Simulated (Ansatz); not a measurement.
Pb: the change of pressure with volume per atom

Periodic Kohn-Sham DFT of a crystal at fixed atoms; pressure and stress are positive in compression; the energy is the free energy less that of spherical unpolarised free atoms; site moments are those in the method's own spheres, positive along +z. The results are calculated, by Ansatz 0.2.0.

Cell of the first row (space group P6_3/mmc, No. 194):
```
Pb
1.0
      3.4090     0.0000     0.0000
     -1.7045     2.9522     0.0000
      0.0000     0.0000     5.4759
Pb
2
Direct
  0.33333 0.66667 0.25000
  0.66667 0.33333 0.75000
```

Settings of every row: method all-electron PAW; functional PBEsol; relativity scalar; k mesh 14x14x8; filling fermi-dirac; smearing width 0.08 eV; nucleus gaussian.

Atom start moment: 0 on all atoms.

Limits: no spin-orbit coupling on heavy atoms.

```
row  volume per atom (Å³)  pressure (GPa)
  1                27.555           4.703
  2                28.141           3.319
  3                28.727            2.09
  4                29.021           1.527
  5                29.314           0.996
  6                29.607               ?
  7                  29.9           0.022
  8                30.486          -0.846
  9                31.073           -1.62
```

Question: what pressure should row 6 give?

Worked fit of pressure. Take u = (V_r/V)^(2/3) − 1 with V_r = 29.168 Å³ an atom, which is twice the finite (Eulerian) strain; such expansions in the strain, on which the Birch-Murnaghan equation of state is built, carry the rest volume and the bulk modulus. The shown rows have u = 0.03865, 0.02418, 0.01021, 0.00337, -0.00332, -0.01639, -0.02903, -0.0413. Least squares give pressure = 1.256 + 79.226 × u + 245.12 × u² + 320 × u³ GPa; a parabola predicts inner rows, each left out in turn, worse (root mean square 0.0051 against 0.0011 GPa). The rows lie off it by 0.000, -0.001, -0.001, 0.001, 0.000, 0.000, -0.001, 0.000. The pressure vanishes at u = -0.0167, or V = 29.91 Å³ an atom, and there the bulk modulus at fixed shape and fractions is B = −V dP/dV = (2/3)(1 + u) dP/du = 46.7 GPa. Letting shape and atoms relax would as a rule lower it, by much in layered, chain or molecular crystals. The withheld row has u = -0.00991, so the fit gives 1.256 + 79.226 × (-0.00991) + 245.12 × (-0.00991)² + 320 × (-0.00991)³ = 0.495 GPa.

The calculation gave 0.495 GPa. The fit meets it to the printed digit.
